**Q:** I have a photoemission spectrum of copper and want to know roughly how many electronic states lie at each energy. Can I estimate that with pencil and paper?

**A:** Yes, if you think of copper as having two kinds of valence electron. The 3d orbitals are compact and overlap only weakly with those of neighbouring atoms, so their levels spread over a narrow range of energy. The outer s and p orbitals overlap strongly and form a wide band, in which electrons move almost freely. A given number of states squeezed into a narrow range makes a high density; the same number spread over a wide range makes a low one.

You therefore expect a low, slowly rising background interrupted by a tall block. Each band holds two electrons per atom, one for each spin. Five d orbitals give five bands, hence ten states in the block. Most of the estimate consists of deciding where those ten states sit.

**Q:** Does a real calculation look like that?

**A:** Here is one, for a copper crystal with one atom in the cell. Each density is a mean over an energy interval of about 0.67 eV, and energies are counted from the Fermi level, up to which the states are occupied.

Density of states of copper in a slightly sheared one-atom cell, both spins together, calculated with GPAW 26.7.0 using the LDA functional, without spin polarisation or spin–orbit coupling. The calculation used PAW data sets, plane waves up to 600 eV and, for the density of states, a 19 × 18 × 19 k-point mesh and a broadening of 0.05 eV.

```
energy from the Fermi level (eV)  density of states (states/eV)
                          -9.833                          0.000
                          -9.167                          0.040
                          -8.500                          0.060
                          -7.833                          0.090
                          -7.167                          0.130
                          -6.500                          0.140
                          -5.833                          0.220
                          -5.167                          0.560
                          -4.500                          1.480
                          -3.833                          2.100
                          -3.167                          3.670
                          -2.500                          3.060
                          -1.833                          4.220
                          -1.167                          0.440
                          -0.500                          0.390
                           0.167                          0.330
                           0.833                          0.220
                           1.500                          0.300
                           2.167                          0.210
                           2.833                          0.220
                           3.500                          0.160
                           4.167                          0.290
                           4.833                          0.290
                           5.500                          0.250
```

The block stands out between -5.5 and -1.5 eV. If you multiply each of its densities by the width of the interval and add the products, you find 10.06 states. That count is the best evidence in the table that the block is essentially the 3d band. It doesn't prove that every state in it is purely d, because the s, p and d orbitals mix.

**Q:** Then let me start with the low background. How do I estimate its height?

**A:** Treat the electrons as free. A free electron's energy grows as the square of its wave number, and the number of allowed waves below a given wave number grows as its cube. The number of states therefore rises as the energy to the power 3/2, and its slope, the density of states, as the square root of the energy. With $g$ for the density of states per atom and $E$ for the energy from the Fermi level,

$$g(E)=\frac{V}{2\pi^2}\left(\frac{2m}{\hbar^2}\right)^{3/2}\sqrt{E-E_0}.$$

Here $V$ is the volume per atom, $m$ the electron mass, $\hbar$ the reduced Planck constant and $E_0$ the foot of the wide band. For copper's 11.81 Å³ per atom, the factor before the root comes to 0.080 when energies are in eV. The foot, taken from the lowest level of the same calculation, lies at -9.42 eV.

**Q:** Could you work one row?

**A:** Take the row at -7.833 eV. It lies 1.59 eV above the foot, and the square root of that is 1.26. Multiplying by the prefactor gives

$$g\approx0.080\times1.26\approx0.10\ \text{states/eV}.$$

The table has 0.09, so the estimate is about 13% above the calculated value. Nothing was adjusted to match this row. The volume and the foot of the band were enough.

**Q:** And the block? I would simply divide ten states by its width.

**A:** That gives 2.5 states/eV, which is right on average but hides the shape. The calculated density is low at the bottom of the block and highest at the top. A better sketch is a ramp that starts at zero at the lower edge and encloses the same ten states.

There is a physical reason for such a lopsided shape. In a bonding state, neighbouring orbitals join in phase and the energy falls; in an antibonding state they oppose each other and the energy rises. Copper's close-packed structure is full of triangles of neighbours, and three atoms can't all oppose one another: if the first opposes the second and the second the third, then the first and third are in phase. The antibonding states therefore can't rise as far as the bonding states fall, and they crowd together near the top.

That argument is cleanest for s orbitals. The lobes of d orbitals complicate it, but the tendency survives. The table agrees with it without testing it, since only one crystal structure is present.

**Q:** How do I turn the ramp into a number?

**A:** The area of a triangle is half its base times its height. The base is the width of the block, 4 eV, and the area must be ten states, so the ramp reaches 5 states/eV at its upper edge. Between the edges, the density is

$$g(E)=5\ \text{states/eV}\times\frac{E-E_\mathrm{low}}{4\ \text{eV}},$$

where $E_\mathrm{low}$ is the lower edge of the block.

Now take the row at -3.167 eV. It lies 2.33 eV above the lower edge, so the estimate is $5\times2.33/4\approx2.9$ states/eV. The calculated value is 3.67, which makes the estimate about 21% too low. This row helped to locate the block and was in view when the ramp was chosen, so the comparison describes the table rather than testing a prediction.

**Q:** Shouldn't I add the free-electron background underneath the ramp?

**A:** It seems natural, but it would count too many states. Inside the block the square-root curve would contribute nearly 0.8 states, giving 10.8 in all, whereas the calculation has 10.06 there. The two kinds of band don't simply lie on top of each other.

The standard explanation is mixing. Where the wide band would cross the d levels, states of the same symmetry combine and repel each other in energy. Part of the wide band is thereby moved out of the range that the d states occupy. For a hand estimate, use the square root outside the block and the ramp inside it, never their sum.

**Q:** How good is the complete rule?

**A:** Of the 23 rows with a nonzero density, 20 are reproduced to within a third of the calculated value, and every one to within a factor of two. Inside the block, the root-mean-square error of the ramp is 0.46 states/eV, against 1.27 for a flat box with the same ten states. The ramp still misses the structure within the block: the density dips at -2.5 eV before reaching its maximum, while a ramp can only rise.

You can also check the rule by counting electrons. Copper has eleven valence electrons per atom in this calculation, and the rule places 10.8 below the Fermi level. The total is thus about 2% short, but ten of those electrons were put in with the ramp. Only the remainder is a test: the square root supplies about 0.8 of an electron where one is needed. The check is also a blunt one, because moving an edge or the foot by a few tenths of an electronvolt hardly changes the total.

**Q:** My interest is in the states near the Fermi level. Is the rule reliable there?

**A:** It gives the right order of magnitude but comes out too low. The worst case is just above the block, at -1.167 eV, where the rule gives 0.23 states/eV and the calculation 0.44. At -0.5 eV it is still well short, and the shortfall shrinks towards the Fermi level.

The same mixing offers one explanation. Near the d levels the wide band is bent and becomes flatter, and a flatter band packs more states into each electronvolt. The row just below the block is also denser than the free-electron curve, as this picture requires. Two other causes may add to the excess above the block. The wide band also flattens where its waves are reflected by the planes of atoms, which in copper first happens about 1 eV below the Fermi level. And the row at -1.167 eV may catch the last of the d states, since the edge of the block is known only to one interval. Total densities can't separate these causes, so the explanation rests on theory.

**Q:** What happens above the Fermi level?

**A:** A free-electron band goes on for ever, but a band in a crystal ends after two states per atom. Five d bands and one wide band hold twelve states together. Adding up the table as far as 3.83 eV gives 12.03. The same sum taken only to the Fermi level exceeds the eleven electrons by about a tenth of a state, so the count can't be trusted more closely than that. Within this margin, the first six bands are used up.

This is the likely reason for the low density at 3.5 eV, where the rule gives nearly twice the calculated value. The next band begins at about 4.1 eV among the levels I examined, and the density rises again in the following row. The square root knows nothing of such endings. Above the Fermi level, use it as a guide to the average height and don't expect it to find the dips. Some of the smaller ups and downs may come from the finite set of wave numbers in the calculation.

**Q:** Can I get the foot and the edges without a calculation too?

**A:** Not from the electron count alone. If you put one free electron per atom into copper's volume, the band is 7.0 eV deep, while the calculated foot lies 9.4 eV below the Fermi level. The simple count assumes an uninterrupted band, and the d states interrupt it. You need three energies from a band diagram or a spectrum: the foot of the wide band and the two edges of the d block.

The edges matter most. Here they are known only to the width of one interval, and making the block one interval wider would lower the top of the ramp by about a seventh. Take measured edges from your spectrum if you can, but not the heights, which also depend on how readily each orbital gives up its electrons. Calculated edges are less safe, because the local density approximation is known to place copper's d states roughly half an electronvolt too close to the Fermi level. Spin–orbit coupling, also absent here, splits levels but doesn't account for that shift. The calculated crystal is also slightly sheared. Its volume is close to that of real copper but larger than this approximation would itself favour, so the d block comes out somewhat narrower than it would in a crystal relaxed with the same approximation.

**Q:** Would the same picture help me with nickel?

**A:** The picture carries over, but the Fermi level moves. Nickel has the same close-packed structure and one electron fewer, so its d states are not completely filled. Before magnetism is considered, the Fermi level cuts the top of the ramp, where the density is highest. Nickel therefore has many more states at the Fermi level than copper, and this high density favours its magnetism.

In copper the whole ramp is filled and lies below the Fermi level, which leaves only the low background there. This matters for copper interconnects: the mobile electrons find few d states into which they can be scattered. The density of states alone doesn't fix the resistance of a wire, which also depends on the electrons' speed and on how often vibrations, defects and surfaces deflect them.
